**Margin notes: recoil correction to the bound-electron $g$ factor, with muonium as the example**

**1. Conventions.** $\hbar=c=1$. Electron: mass $m$, charge $q=-e$, free $g=2(1+\kappa)$, $\kappa\simeq\alpha/2\pi$. Nucleus: mass $M$, charge $-Zq$. Set $s=m/M$, $w_1=m/(m+M)$, $w_2=M/(m+M)$, $\mu=mw_2$, $x=(Z\alpha)^2/n^2$. The bound $g$ is defined by the effective term $-g\,(q/4m)\,\boldsymbol\sigma\cdot\mathbf B$, with the free mass $m$. The model space is one $nS$ orbital times two electron spin states. The result is exact in $s$ at order $(Z\alpha)^2$.

**2. Which Breit terms count.** Only terms containing $\boldsymbol\sigma$. They are the Thomas–Bargmann–Michel–Telegdi spin Hamiltonian to second order in velocity:
$$H_s=-\frac{q}{2m}\boldsymbol\sigma\cdot\Big[\big(1+\kappa-\tfrac12v_1^2\big)\mathbf B-\tfrac{\kappa}{2}(\mathbf v_1\cdot\mathbf B)\mathbf v_1-\big(\kappa+\tfrac12\big)\mathbf v_1\times\mathbf E+(1+\kappa)\,\mathbf v_2\times\mathbf E\Big].$$
Here $\mathbf v_i=\boldsymbol\pi_i/m_i$, $\boldsymbol\pi_i=\mathbf p_i-\tfrac12q_i\mathbf B\times\mathbf r_i$, and $q\mathbf E=-Z\alpha\,\mathbf r/r^3$ with $\mathbf r=\mathbf r_1-\mathbf r_2$. The third term is spin–orbit coupling. The last is spin–other-orbit coupling, because $\mathbf v_2\times\mathbf E$ is the magnetic field of the moving nucleus.

**3. "Separating the centre of mass".** In a field the canonical total momentum $\mathbf P$ is not conserved, so it cannot be set to zero. Let $\mathbf R=w_1\mathbf r_1+w_2\mathbf r_2$, $Q=q(1-Z)$, $d=q(w_2+Zw_1)$, and write $\psi=\exp[-\tfrac{i}{2}d\,(\mathbf B\times\mathbf r)\cdot\mathbf R]\,\phi$. Acting on $\phi$,
$$\boldsymbol\pi_1=\mathbf p+w_1\boldsymbol\Pi-\tfrac12c_1q\,\mathbf B\times\mathbf r,\qquad \boldsymbol\pi_2=-\mathbf p+w_2\boldsymbol\Pi-\tfrac12c_2q\,\mathbf B\times\mathbf r,$$
$$\boldsymbol\Pi=\mathbf P-\tfrac12Q\,\mathbf B\times\mathbf R,\qquad c_1=1+(Z-1)w_1^2,\qquad c_2=Z-(Z-1)w_2^2 .$$
For muonium $Q=0$ and $c_1=c_2=1$. Then $\boldsymbol\Pi$ is the conserved pseudomomentum, and $\boldsymbol\Pi=0$ is the atom at rest. For an ion in a low Landau level $\Pi^2\sim|Q|B$. Parity removes first-order terms linear in $\boldsymbol\Pi$, and the remaining $\boldsymbol\Pi$ terms reach the spin energy at order $B^2$ or $(Z\alpha)^4$.

**4. Why first order suffices.** At $\boldsymbol\Pi=0$ the nonrelativistic Hamiltonian is $p^2/2\mu-Z\alpha/r-\tfrac12q\,(c_1/m-c_2/M)\,\mathbf B\cdot\mathbf L+O(B^2)$. The $\mathbf L$ term annihilates $S$ states. The leading spin Zeeman term is constant in space and connects to no other orbital. No second-order cross term linear in $B$ survives.

**5. The averages.** For $nS$: $\langle p^2\rangle=\mu^2x$, $\langle Z\alpha/r\rangle=\mu x$, $\langle p_ip_j\rangle=\tfrac13\delta_{ij}\langle p^2\rangle$. The angular average of $(\mathbf B\times\mathbf r)\times\mathbf r=\mathbf r(\mathbf B\cdot\mathbf r)-r^2\mathbf B$ is $-\tfrac23r^2\mathbf B$. The field-dependent parts of the velocities therefore give
$$\langle\mathbf v_1\times\mathbf E\rangle=-\frac{c_1\mu x}{3m}\mathbf B,\qquad\langle\mathbf v_2\times\mathbf E\rangle=-\frac{c_2\mu x}{3M}\mathbf B .$$
With $\mu/m=w_2$ and $\mu/M=w_1$,
$$g=2(1+\kappa)+2x\Big[-\big(\tfrac12+\tfrac\kappa6\big)w_2^2+\tfrac13\big(\tfrac12+\kappa\big)c_1w_2-\tfrac13(1+\kappa)\,c_2w_1\Big].$$
At $s=0$ this is $2(1-x/3)+2\kappa(1+x/6)$. For $1S$ the first part matches the expansion of Breit's Dirac–Coulomb value $\tfrac23[1+2\sqrt{1-(Z\alpha)^2}]$.

**6. Muonium in closed form.** For $Z=1$, with $w_2=1/(1+s)$ and $w_1=s/(1+s)$,
$$g-2(1+\kappa)=-x\,\frac{2+s+2s^2}{3(1+s)^2}+2\kappa x\,\frac{1-2s^2}{6(1+s)^2}.$$
Subtracting the $s=0$ value leaves the recoil part:
$$\Delta g_{\rm rec}=x\,\frac{s}{(1+s)^2}-2\kappa x\,\frac{2s+3s^2}{6(1+s)^2}.$$
The first term is $x\,mM/(m+M)^2=x\,(s-2s^2+3s^3-\dots)$. It is symmetric under $m\leftrightarrow M$. At $\kappa=0$ the positive muon's $g$ thus receives the same relative correction as the electron's.

**7. Not a reduced-mass rule.** At order $xs$ and $\kappa=0$ the three terms of note 5 give $+2$ (kinetic), $-\tfrac13$ (spin–orbit) and $-\tfrac23$ (moving nucleus), with sum $+1$. Multiplying $-\tfrac23x$ by $\mu/m$ or $(\mu/m)^2$ gives $+\tfrac23$ or $+\tfrac43$, and both are wrong. The moving-nucleus term has no counterpart in a one-body equation with a static potential.

**8. The general statement.** Expand $c_1=1+(Z-1)s^2+\dots$ and $c_2=1+2(Z-1)s+\dots$. At $\kappa=0$ they add $(Z-1)(\tfrac13-\tfrac43)xs^2$ to the neutral-atom term $-2xs^2$. The part proportional to $2\kappa$ gains $(Z-1)(\tfrac13-\tfrac23)xs^2$ on top of $+\tfrac16xs^2$. With $2\kappa=\alpha/\pi$,
$$\Delta g_{\rm rec}=\frac{(Z\alpha)^2}{n^2}\Big[\frac mM-(1+Z)\frac{m^2}{M^2}\Big]+\frac\alpha\pi\frac{(Z\alpha)^2}{n^2}\Big[-\frac{m}{3M}+\frac{3-2Z}{6}\frac{m^2}{M^2}\Big]+O(s^3).$$
The extra $Z$ in $(1+Z)$ comes entirely from the net charge, through $c_1$ and $c_2$. At $Z=1$ the formula is the expansion of note 6. The radiative-recoil term needs no bound-state loop at this order. It is the free anomaly carried through the same three averages.

**9. Independence of nuclear spin.** The nucleus entered $H_s$ only through its charge, mass and velocity. Operators containing its spin $\mathbf I$ act elsewhere. The nuclear moment's vector potential in $\pi_1^2/2m$ gives $\mathbf I\cdot\mathbf B$, which shields the nuclear $g$. The contact term $\propto\boldsymbol\sigma\cdot\mathbf I$ has no $B$ dependence at leading order, and note 4 excludes its cross terms with other orbitals. Its mixing of hyperfine levels inside the $nS$ manifold belongs to the Breit–Rabi diagonalisation, which takes this $g$ as input. The statement is shown here only at order $(Z\alpha)^2$.

**10. Numbers for $1S$ muonium.** Assumed input: $M/m=206.7683$, so $s=4.836331\times10^{-3}$. Also $\alpha^2=5.325135\times10^{-5}$. Entries are contributions to $g$ in units of $10^{-9}$.

| term | value |
|---|---|
| binding, $-\tfrac23\alpha^2$ | $-35500.9$ |
| radiative binding, $(\alpha/\pi)\alpha^2/6$ | $20.62$ |
| kinetic, $2\alpha^2s$ | $515.08$ |
| spin–orbit, $-\tfrac13\alpha^2s$ | $-85.85$ |
| moving nucleus, $-\tfrac23\alpha^2s$ | $-171.69$ |
| sum, $\alpha^2s$ | $257.54$ |
| $-2\alpha^2s^2$ | $-2.491$ |
| $3\alpha^2s^3$ | $0.018$ |
| closed form, $\alpha^2s/(1+s)^2$ | $255.07$ |
| radiative recoil, $-(\alpha/\pi)\alpha^2s/3$ | $-0.199$ |

The two-term series gives $255.05$ against the closed form $255.07$, the gap being the $s^3$ term. The $(\alpha/\pi)\alpha^2s^2/6$ term is $0.0005$.

**11. How many figures are earned.** The omitted relativistic recoil for $1S$ is $s\,[-(Z\alpha)^4/12+(Z\alpha)^5P]$, quoted from the literature (Shabaev–Yerokhin, Pachucki) and not derived here, with $P$ roughly $20$ at $Z=1$. Since $\alpha^4s=0.014\times10^{-9}$, the first term is $-0.001\times10^{-9}$, and the second is about $+0.002\times10^{-9}$. Both are roughly ten times smaller than the $s^3$ term, so exactness in $s$ fixes the second decimal. The non-recoil term $-\alpha^4/6=-0.47\times10^{-9}$ from Breit's formula exceeds the radiative recoil in size and must be kept in any total $g$ that includes the latter. The model's recoil correction for $1S$ muonium, radiative part included, is $\Delta g_{\rm rec}=254.87\times10^{-9}$, against $254.85\times10^{-9}$ from the series of note 8, and it scales as $1/n^2$ for higher $S$ states.